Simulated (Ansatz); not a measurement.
**BAs: sound and stiffness along [100], [110] and [111]**

Level of theory: Ansatz 0.2.0, DFT LDA, scalar-relativistic, plane waves, PAW. Plane waves to 420 eV; Γ-centred k mesh 10×10×10; fixed occupations. No spin polarisation.

The cell, relaxed at this level:
```xyz
2
Lattice="0.0000 2.3660 2.3660 2.3660 0.0000 2.3660 2.3660 2.3660 0.0000" Properties=species:S:1:pos:R:3 pbc="T T T"
B     0.0000    0.0000    0.0000
As    1.1830    1.1830    1.1830
```

With ions relaxed, on the cubic axes: C11 = 289.7, C12 = 75.8, C44 = 156.2 GPa. The density is 5.374 g/cm³.

Q: Is the crystal stable against strain, and how anisotropic is it?

A: Born's conditions hold: C11 + 2C12 = 441.3, C11 − C12 = 213.9 and C44 = 156.2 GPa are all positive. B = (C11 + 2C12)/3 = 147.1 GPa. The two shear moduli are C44 and C′ = (C11 − C12)/2 = 106.9 GPa, so Zener's ratio is A = C44/C′ = 1.46: the tetragonal shear C′ is the soft one, as in many fcc and bcc metals and zincblende crystals. The Cauchy pressure C12 − C44 is -80.4 GPa; it would vanish for pair forces between atoms on inversion centres at zero pressure, and a negative value is usual with directional bonding, though many-body forces give one in some ionic oxides too.

Q: Give the sound speeds along the three symmetry directions.

A: The Christoffel equation gives ρv² for each branch:
```csv
direction,branch,ρv²,GPa,v (m/s)
[100],L,C11,289.7,7342
[100],T (×2),C44,156.2,5391
[110],L,(C11 + C12 + 2C44)/2,338.9,7942
[110],"T, u ∥ [001]",C44,156.2,5391
[110],"T, u ∥ [1-10]",(C11 − C12)/2,106.9,4461
[111],L,(C11 + 2C12 + 4C44)/3,355.4,8132
[111],T (×2),(C11 − C12 + C44)/3,123.4,4791
```

In a piezoelectric crystal some branches stiffen further, which is left out.

Q: How does Young's modulus depend on direction?

A: Inverting gives S11 = 3.873, S12 = -0.803, S44 = 6.402 TPa⁻¹. Along a unit vector (l, m, n), 1/E = S11 − 2(S11 − S12 − S44/2)(l²m² + m²n² + n²l²), where the last bracket is 0, 1/4 and 1/3 for [100], [110] and [111]: E = 258, 319 and 346 GPa. With A > 1 the body diagonal is stiffest. For a film on (001), the biaxial modulus is C11 + C12 − 2C12²/C11 = 326 GPa and the normal strain is −2C12/C11 = -0.52 times the in-plane one.

BAs comes out as a stiff covalent crystal whose resistance to strain depends clearly on direction. Longitudinal sound speeds up from 7342 m/s along [100] to 8132 m/s along [111], while the slowest wave, at 4461 m/s, is the [110] shear wave polarised along [1-10]. The tetrahedral sp³ network accounts for this order. Bonds lie along the body diagonals, so strain along [111] stretches some of them directly, whereas the tetragonal shear leaves bond lengths unchanged to first order and is resisted mainly by bond bending. The C44 shear also stretches bonds, although the shift of the two sublattices against each other relieves part of that cost. Boron and arsenic have similar electronegativities, so the bonding is only weakly polar, and piezoelectric stiffening would probably change these speeds little. The high sound speeds are in keeping with the well-known high thermal conductivity of BAs but do not establish it, since that also depends on phonon scattering, which is limited by the wide gap between acoustic and optical branches.
